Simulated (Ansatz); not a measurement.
# The polar optical mode of BN at -1 GPa, worked through

Theory: DFT LDA, scalar-relativistic, plane waves, PAW in Ansatz. Settings: 420 eV plane-wave cutoff, Γ-centred 12×12×12 mesh, fixed occupations. No spin polarisation. Phonons by linear response, acoustic sum rule imposed.

The cell, relaxed at -1 GPa:
```yaml
crystal:
  lattice:
    - [0.00000, 1.79176, 1.79176]
    - [1.79176, 0.00000, 1.79176]
    - [1.79176, 1.79176, 0.00000]
  atoms:
    - { symbol: B, position: [0.00000, 0.00000, 0.00000] }
    - { symbol: N, position: [0.75000, 0.75000, 0.75000] }
```

Linear response gives ν_TO = 1064.7 cm⁻¹, Born charges ±1.879 e (positive on B) and ε∞ = 4.568. The primitive cell holds 11.504 Å³, and the masses are 10.810 and 14.007 amu.

**Question.** Find ν_LO and the static dielectric constant.

**Answer.** The long-wave field adds a restoring force: ω_LO² − ω_TO² = Z*²e²/(ε_vac ε∞ μV). In these units ν_LO² − ν_TO² = 4.92064×10⁷ Z*²/(μ V ε∞) cm⁻², with μ = m₁m₂/(m₁ + m₂) = 6.101 amu: 542012 cm⁻². So ν_LO = √(1064.7² + 542012) = 1294.4 cm⁻¹, and the run gives 1294.5. Lyddane–Sachs–Teller then gives ε0 = ε∞ (ν_LO/ν_TO)² = 6.75, against 6.75 in the run (it forms both from the same three quantities, so the match checks the arithmetic only). Between ν_TO and ν_LO the dielectric function is negative and an undamped crystal reflects fully: a reststrahlen band from 7.7 to 9.4 μm.

**Question.** What do the Clausius–Mossotti polarisability and the Szigeti charge come to?

**Answer.** With the Lorentz local field, α = (3V/4π)(ε∞ − 1)/(ε∞ + 2) = 1.49 Å³ for the pair, and e_S = 3Z*/(ε∞ + 2) = 0.86 e. The Born charge includes the electrons' response to the dipole's own local field, and e_S takes that enhancement out. The Lorentz field assumes point-like polarisable ions, a poor picture once ε∞ is this large, since the electron clouds then overlap or are shared, so both numbers are formal here.

**Question.** How strongly does a slow electron couple to the LO mode?

**Answer.** For one isotropic parabolic band, Fröhlich's constant is α_F = (1/ε∞ − 1/ε0) √(m* Ry/ħω_LO), with Ry = 13.606 eV, ħω_LO = 160.5 meV and m* in free-electron masses: α_F = 0.0708 × 9.21 × √m* = 0.65 √m*. The band mass isn't part of this run; for m* = 0.1, 0.3 and 1 it gives 0.21, 0.36, 0.65. In weak coupling the polaron lies α_F ħω_LO below the band edge (57 meV at m* = 0.3) with a mass m*(1 + α_F/6); past α_F of about 5 or 6 that expansion fails. A semilocal functional's ε∞ tends to be too large, which taken alone lowers α_F.

Cost: 1 run of about 0.33 core-minutes, on Arm Neoverse N1 (shared hosts).

The polar mode of this zinc-blende crystal combines a high frequency with a clear LO–TO splitting. Light atoms and stiff, directional B–N bonds put ν_TO at 1064.7 cm⁻¹, while the electronegativity difference makes the bonds polar enough for their stretching to carry a sizeable dipole. The Born charge of 1.879 e measures that dynamical response, not the static charge on boron.

The same stiffness explains why the lattice raises the dielectric constant only from 4.568 to 6.75: the ionic contribution scales as the squared Born charge over the TO force constant, and the atomic masses cancel. Light masses therefore raise the phonon frequencies without weakening static screening. Modest ionic screening and a high LO frequency both keep the Fröhlich coupling small, which suggests large, mobile polarons rather than self-trapped carriers, at least from this mode alone. For electrons in cubic BN the conduction-band minimum lies at X, with anisotropic valleys, so a single isotropic mass can give only an orientation-averaged estimate.
